## Question

A magnetic field makes the electrons of a closed-shell molecule circulate, and the circulation produces a small magnetic moment. The magnetisability is this moment per unit of field. A negative value means that the moment opposes the field. The susceptibility expresses the same result per mole.

The table concerns one small molecule of carbon, hydrogen, aluminium, boron and bromine, in which the bromine bridges boron and aluminium. Its shape is the same in every row. Only the level changes: the density functional stands before the slash, the basis set after it. A basis set is the stock of functions from which the orbitals are built.

PySCF 2.14.0, non-relativistic GIAO calculations with density fitting at the levels listed, for one gas-phase conformer of C2H7AlBBr (neutral singlet) at its PBE0-D3(BJ)/def2-SVP geometry. Magnetisability and molar susceptibility are isotropic values, the mean of the three principal values.

| level | magnetisability (1e-30 J/T^2) | susceptibility (1e-6 cm^3/mol) |
| --- | --- | --- |
| B3LYP/pcSseg-0 | -1345.1 | -81.00 |
| wB97X-D/pcSseg-1 | -1302.6 | -78.44 |
| B3LYP/pcseg-1 | -1296.4 | -78.07 |
| B97-2/pcSseg-1 | -1295.4 | -78.01 |
| B3LYP/def2-SVP | ? | ? |
| B3LYP/6-31G(d) | ? | ? |

(a) Explain why a slight change in the electron cloud can alter the magnetisability noticeably.

(b) The pcSseg-0 basis has no polarisation functions, the functions of higher angular momentum that help an atom's cloud to distort in a bond. The other bases have them at least on the atoms heavier than hydrogen. Predict the magnetisability for B3LYP with def2-SVP and with 6-31G(d), and justify an error bar.

## Model answer

**(a) From one atom to a molecule**

Begin with a single spherical atom and measure distances from its nucleus. The field drives each electron round a loop, and the opposing moment grows with the square of the electron's distance r from the centre. The molar susceptibility is then about −0.79 times the sum of the mean r² over all electrons, with r in bohr and the result in 10⁻⁶ cm³/mol. Inner electrons hardly count; the outer edge of the cloud decides.

Now move the origin far away from the same atom. Every r² becomes huge, and so does this negative, diamagnetic term. The atom has not changed, so a positive, paramagnetic term must grow by the same amount and cancel the increase. The calculation uses basis functions that carry the field in their phase (GIAO), which preserves this cancellation even in a small basis. They do not make a poor description of the cloud any better.

A molecule lies between these limits, because most of its atoms sit away from any common origin. With the origin at the centre of mass, B3LYP/pcseg-1 gives a diamagnetic part of −733.6 and a paramagnetic part of +655.5, in 10⁻⁶ cm³/mol. Their sum is only −78.1. A small change in one part that the other does not follow is therefore magnified about ninefold when it is expressed relative to the total.

The step from pcseg-1 to pcSseg-0, both with B3LYP, shows this at work. The diamagnetic part becomes more negative by 2.29, which is 0.3% of itself. Division by 0.79 turns this into 2.9 bohr² of extra r², or 0.04 bohr² for each of the 72 electrons. Yet 2.29 is 2.9% of the total of 78.1.

The paramagnetic part also changes, by −0.65, and brings the whole gap to 3.8%. Had electrons merely moved from an inner atom to an outer one, the positive part should have grown and offset some of the change. It shrank slightly instead. This fits clouds that are more spread out around their own atoms, together with a response that the poorer basis holds back. The split alone does not tell how much each contributes, since a held-back response could also hide some movement of charge between atoms.

The missing polarisation functions are a plausible reason for the difference. Without them an atom's cloud is less free to distort towards its bonds and to adapt to the field. The comparison does not isolate this cause. The pcSseg-0 basis also describes the s and p parts of the cloud more coarsely: its total energy is about three hartree higher, far more than missing polarisation functions alone would cost. The two bases also belong to different families. The pcSseg family adds functions close to the nuclei, but r² is small there, so theory gives them little weight in this property.

**(b) The forecast**

The functional should matter less than the basis. In the same basis, wB97X-D and B97-2 differ by only 0.6%, although their gaps between the highest filled and the lowest empty orbital are about 10 and 6.2 eV. A simple picture in which the paramagnetic part varies inversely with this gap would expect a large change. It fails because much of that part only compensates for the choice of origin, and because the exchange that widens the gap in wB97X-D also enters the response and works against the widening.

Both new bases have polarisation functions on the heavier atoms, so they should resemble the three known levels that have them too. The model is simply the mean of those three rows, −1298 × 10⁻³⁰ J/T². The pcSseg-0 row is left out for the physical reason discussed above.

Two effects could shift the new values. The 6-31G(d) basis has no polarisation functions on hydrogen, which might move it towards pcSseg-0. Tighter outer functions in either basis would shrink r² and make the result less negative. Neither effect has a known size here, so the centre stays where it is.

For the error bar, the agreement among three rows is a poor guide to basis families that are not among them. A more cautious choice is half the distance from the mean to pcSseg-0, which is 23.5. This is a judgement, not a statistical confidence interval. The forecasts, in 10⁻³⁰ J/T², are:

- B3LYP/def2-SVP: about −1298, give or take 23.5.
- B3LYP/6-31G(d): about −1298, give or take 23.5.

Both should therefore lie nearer to the mean of the polarised levels than to pcSseg-0. No order between the two is forecast.

## Computed values

The withheld rows as computed:

| level | magnetisability (1e-30 J/T^2) | susceptibility (1e-6 cm^3/mol) |
| --- | --- | --- |
| B3LYP/def2-SVP | -1291.1 | -77.75 |
| B3LYP/6-31G(d) | -1282.5 | -77.24 |

Both values fall within their ranges. The forecast for def2-SVP is too negative by 7.0, or 0.5% of the computed value. For 6-31G(d) it is too negative by 15.6, or 1.2%, which uses up two thirds of the error bar. The analysis printed below gives the mean and the misses.

## Remarks on the reasoning

The main argument holds: a basis with polarisation functions on the heavier atoms gives a result near the others of its kind. The forecast was less successful in detail, since both results are less negative than every level used for the mean. The mix of functionals in the mean explains only a small part of this. Measured against B3LYP/pcseg-1 alone, the two new values still differ by 5.3 and 13.9 in the same direction.

The split into two parts, again with the origin at the centre of mass, shows where that direction comes from. Compared with B3LYP/pcseg-1, the diamagnetic part is less negative by 0.93 with def2-SVP and by 1.86 with 6-31G(d), in 10⁻⁶ cm³/mol. Division by 0.79 turns this into a sum of r² that is smaller by about 1.2 and 2.4 bohr². On average, the electrons therefore lie closer to the centre of mass.

The paramagnetic part is also smaller, by 0.61 and 1.03, and takes back more than half of the change. Electrons that shift from outer atoms to inner ones would produce such an offset, and so would a response held back by the basis. Tighter outer functions are a plausible cause of the contraction, but the comparison does not isolate them.

The hydrogen atoms offer a warning against reasoning from one ingredient. In 6-31G(d) they have no polarisation functions, yet the result moved away from pcSseg-0, not towards it. Their absence may still have some effect, but it does not decide the net change. A basis set is more than a list of the function types it contains; the reach of its outermost functions can matter as well.

A candidate who took the error bar from the scatter of the three known rows would have been too confident. When each of these rows is predicted from the other two, the typical miss is 4.8, and both new misses exceed it. Three similar results show that those three levels agree. They do not show how far a differently built basis may stray.

For a neighbouring case, the useful question is what a change of basis does to the outer part of the cloud. If the electrons spread outwards around their atoms, the magnetisability should become more negative; if they are drawn in, less negative. Changes deep inside the atoms should matter little.

Anyone comparing two similar molecules should calculate both at one level. Even among the five levels with polarisation functions, the results for this single molecule run from −1282.5 to −1302.6, a spread of about 1.6%. A real difference of that size between two compounds could be hidden or imitated by a change of level. Agreement between levels is also no measure of agreement with experiment, since all of them treat bromine without relativity and keep the nuclei fixed.

The analysis program printed:

```
fit of magnetisability on 3 rows (pol == 1): constant -1298 +/- 2.3; rms 3.18, worst wB97X-D/pcSseg-1 4.47, leave-one-out rms 4.78
  rows outside the fit (model, value, miss): B3LYP/pcSseg-0 -1298, -1345, 47; B3LYP/def2-SVP -1298, -1291, -7.03; B3LYP/6-31G(d) -1298, -1282, -15.6
Error bar, half the distance from polarised mean to pcSseg-0 (1e-30 J/T^2): 23.48
Lower end of forecast range (1e-30 J/T^2): -1322
Upper end of forecast range (1e-30 J/T^2): -1275
B3LYP/pcSseg-0 less B3LYP/pcseg-1 (1e-30 J/T^2): -48.7
The same gap in percent of B3LYP/pcseg-1: 3.757
wB97X-D less B97-2, both pcSseg-1 (1e-30 J/T^2): -7.2
The same difference in percent of B97-2: 0.5558
B3LYP/pcseg-1 less B97-2/pcSseg-1 (1e-30 J/T^2): -1
Diamagnetic part, B3LYP/pcseg-1 (1e-6 cm^3/mol): -733.6
Paramagnetic part, B3LYP/pcseg-1 (1e-6 cm^3/mol): 655.5
Diamagnetic part, pcSseg-0 less pcseg-1 (1e-6 cm^3/mol): -2.286
Paramagnetic part, pcSseg-0 less pcseg-1 (1e-6 cm^3/mol): -0.6467
Diamagnetic share of the gap (percent): 77.95
Change of diamagnetic part in percent of itself: 0.3116
Extra summed squared electron distance in pcSseg-0 (bohr^2): 2.886
B3LYP/def2-SVP less B3LYP/pcseg-1 (1e-30 J/T^2): 5.3
B3LYP/6-31G(d) less B3LYP/pcseg-1 (1e-30 J/T^2): 13.9
B3LYP/6-31G(d) less B3LYP/def2-SVP (1e-30 J/T^2): 8.6
Miss of def2-SVP in units of the error bar: 0.2995
Miss of 6-31G(d) in units of the error bar: 0.6657
```
